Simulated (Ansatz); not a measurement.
A series in volume scale on Hf

Periodic Kohn-Sham DFT of a crystal at fixed atoms, scaled to volume_scale times the given cell; pressure positive in compression, energy less spherical unpolarised free atoms, largest_vzz the field gradient of largest size among the nuclei. The results are calculated, by Ansatz 0.2.0.

The cell before it is scaled or strained (space group Fm-3m, No. 225):
```
Hf
1.0
      0.0000     2.2200     2.2200
      2.2200     0.0000     2.2200
      2.2200     2.2200     0.0000
Hf
1
Direct
  0.00000 0.00000 0.00000
```

Settings of every row: method frozen-core PAW; functional PBEsol; relativity scalar; k mesh 16x16x16; filling fermi-dirac; smearing width 0.03 eV; wave cutoff 420 eV; paw set soft_2.

Atom start moment: 0 on all atoms.

Limits: PAW files made with PBE; no spin-orbit coupling on heavy atoms.

| row | volume scale | V (Å³/atom) | pressure (GPa) |
| --- | --- | --- | --- |
| 1 | 0.94 | 20.569 | 5.449 |
| 2 | 0.96 | 21.007 | ? |
| 3 | 0.98 | 21.444 | 0.507 |
| 4 | 0.99 | 21.663 | -0.586 |
| 5 | 1 | 21.882 | -1.624 |
| 6 | 1.01 | 22.101 | -2.61 |
| 7 | 1.02 | 22.32 | -3.549 |
| 8 | 1.04 | 22.757 | -5.301 |
| 9 | 1.06 | 23.195 | -6.91 |

Question: what pressure should row 2 give?

Worked fit of pressure. Take u = (V_r/V)^(2/3) − 1 with V_r = 21.992 Å³ an atom, which is twice the finite (Eulerian) strain; such expansions in the strain, on which the Birch-Murnaghan equation of state is built, carry the rest volume and the bulk modulus. The shown rows have u = 0.04561, 0.01696, 0.0101, 0.00335, -0.00329, -0.00982, -0.02254, -0.03488. Least squares give pressure = −2.1231 + 148.712 × u + 351.46 × u² + 617 × u³ GPa; a parabola predicts inner rows, each left out in turn, worse (root mean square 0.0095 against 0.0043 GPa). The rows lie off it by 0.000, 0.004, -0.001, -0.003, -0.001, 0.001, 0.003, -0.001. The pressure vanishes at u = 0.0138, or V = 21.54 Å³ an atom, and there the bulk modulus at fixed shape and fractions is B = −V dP/dV = (2/3)(1 + u) dP/du = 107 GPa. The withheld row has u = 0.03102, so the fit gives −2.1231 + 148.712 × (0.03102) + 351.46 × (0.03102)² + 617 × (0.03102)³ = 2.847 GPa.

The calculation gave 2.862 GPa. The fit lies 0.015 GPa (0.12 % of the column's range) below it; its largest miss of a shown row is 0.004 GPa.
